Dear colleague,

The Holstein rate with which you analyse the Fe$^{2+}\to$Fe$^{3+}$ electron hop in LiFePO$_4$ treats the lattice classically, and $kT>\hbar\omega/2$ does not secure that. Let $J$ be the transfer integral, $D$ the final minus the initial site energy, $\beta=1/kT$, $E_p$ the polaron binding energy and $\lambda=2E_p=4E_a$ the reorganisation energy. For linear coupling to harmonic modes of frequency $\omega$ and Bose occupation $n$, with $S=\lambda/\hbar\omega$, the golden rule gives
\begin{equation}
W=\frac{J^2}{\hbar^2}\int dt\,e^{-iDt/\hbar}\exp\{-S[2n+1-(n+1)e^{-i\omega t}-ne^{i\omega t}]\}.
\label{gr}
\end{equation}
Only the peak around $t=0$ is kept, since phonon dispersion damps the recurrences. Put $t=\hbar(\tau-i\beta/2)$, $\epsilon=\hbar\omega$, $x=\beta\epsilon/2$:
\begin{equation}
W=\frac{J^2}{\hbar}e^{-\beta D/2}\int d\tau\,e^{-iD\tau}e^{-\lambda f(\tau)},\qquad f=\frac{\cosh x-\cos\epsilon\tau}{\epsilon\sinh x}.
\label{shift}
\end{equation}
As $f$ is even in $\tau$, $W(D)/W(-D)=e^{-\beta D}$ holds for quantum phonons too. The assumption enters in the expansion
\begin{equation}
f=\frac{\beta}{4}+\frac{\tau^2}{\beta}-\epsilon^2\left[\frac{\beta^3}{192}+\frac{\beta\tau^2}{24}+\frac{\tau^4}{12\beta}\right]+O(\epsilon^4).
\label{exp}
\end{equation}
Dropping the bracket leaves a Gaussian integral and the classical rate
\begin{equation}
W_{\rm cl}=\frac{J^2}{\hbar}\sqrt{\frac{\pi}{4E_akT}}\exp\left[-\frac{(4E_a+D)^2}{16E_akT}\right].
\end{equation}
To keep it, average the bracket over the weight $e^{-\lambda\tau^2/\beta}$ for $D=0$, with $\langle\tau^2\rangle=\beta/2\lambda$ and $\langle\tau^4\rangle=3\beta^2/4\lambda^2$:
\begin{equation}
\ln\frac{W}{W_{\rm cl}}=(\beta\epsilon)^2\left[\frac{\beta E_a}{48}+\frac{1}{48}+\frac{1}{64\beta E_a}\right]+O(\epsilon^4).
\label{corr}
\end{equation}
The first term, nuclear tunnelling near the top of the barrier, carries the large factor $\beta E_a$, so the true condition is $(\beta\epsilon)^2\beta E_a/48\ll1$. For $D\ne0$ the saddle moves to $\tau=-i\beta D/2\lambda$, and this term acquires the factor $(1-D^2/\lambda^2)^2$. For many modes with shares $\lambda_j$, $\epsilon^2$ becomes $\sum_j\lambda_j(\hbar\omega_j)^2/\lambda$, provided each mode can be expanded, so stiff modes weigh heavily. For one mode, integrating Eq.~\eqref{shift} over $|\epsilon\tau|<\pi$ sums all orders at $D=0$, with $I_0$ the modified Bessel function:
\begin{equation}
W=\frac{2\pi J^2}{\hbar\epsilon}\,e^{-S\coth x}\,I_0\!\left(\frac{S}{\sinh x}\right).
\label{bes}
\end{equation}

For LiFePO$_4$ I assume $E_a=0.20$ eV, typical of computed free-polaron barriers, and one effective Fe--O mode, assumed at $\epsilon=50$ meV. Then $\lambda=0.80$ eV, $S=16$ and $\epsilon/2=25$ meV, and $J$ cancels from the ratio.

\begin{center}
\begin{tabular}{ccccccc}
$T$ (K) & $kT$ (meV) & term 1 & term 2 & term 3 & $W/W_{\rm cl}$, Eq.~\eqref{corr} & $W/W_{\rm cl}$, Eq.~\eqref{bes}\\
\hline
300 & 25.9 & 0.60 & 0.078 & 0.0076 & 2.0 & 1.9\\
600 & 51.7 & 0.075 & 0.019 & 0.0038 & 1.10 & 1.10
\end{tabular}
\end{center}

At 300 K the higher orders lower the logarithm from 0.69 to 0.64, so the first correction suffices to say that the model's rate is about doubled. Your Arrhenius slope feels this directly. At fixed carrier density $\sigma\propto W/T$, so a plot of $\ln(\sigma T^{3/2})$ against $\beta$ gives $E_{\rm app}=-\partial_\beta\ln(W\beta^{-1/2})$, and Eq.~\eqref{corr} yields
\begin{equation}
E_{\rm app}=E_a\left[1-\frac{(\beta\epsilon)^2}{16}\right]-\frac{\beta\epsilon^2}{24}-\frac{\epsilon^2}{64E_a}.
\label{app}
\end{equation}
At 300 K this is 0.15 eV, and Eq.~\eqref{bes} gives 0.16 eV, against the model's input of 0.20 eV.

The other assumption, small $J$, can rival this correction. The prefactor of $W_{\rm cl}$ cannot sensibly exceed the attempt frequency $\omega/2\pi$, which it reaches at $J^2=\epsilon\sqrt{\lambda kT}/2\pi^{3/2}$, or $J=25$ meV at 300 K. Everything above needs $J$ well below that, while couplings between oxygen-bridged iron ions are typically tens of meV or more. At such $J$ two corrections compete. Let $g$ be the golden-rule prefactor in units of $\omega/2\pi$. The Landau--Zener transmission $\kappa=2P/(1+P)$, with $P=1-e^{-g/2}$, replaces $g$ and reduces the rate by $\kappa/g$, which at 300 K is 0.57 for $J=25$ meV and 0.24 for $J=50$ meV. The same $J$ lowers the barrier on the lower adiabatic surface to $(\lambda-2J)^2/4\lambda\approx E_a-J$, which raises the rate by 2.6 and 6.1. In this rough classical interpolation the model's rate exceeds $W_{\rm cl}$ by about 1.5 in both cases. The slope $E_{\rm app}$ falls too: the barrier drops by 24 and 47 meV, and the weaker temperature dependence of $\kappa$ returns at most $kT/2=13$ meV. Only the prefactor part opposes tunnelling; the net correction acts in the same direction.

The 0.16 eV is the model's number for a free polaron. Conductivity activation energies of LiFePO$_4$ are typically near 0.6 eV, about 4 times larger, and the excess is usually ascribed to carrier formation and binding to lithium vacancies. Those act through the carrier density and $D$, so $E_a$ in Eq.~\eqref{corr} is the hop's own $\lambda/4$ and must not be replaced by the conductivity slope.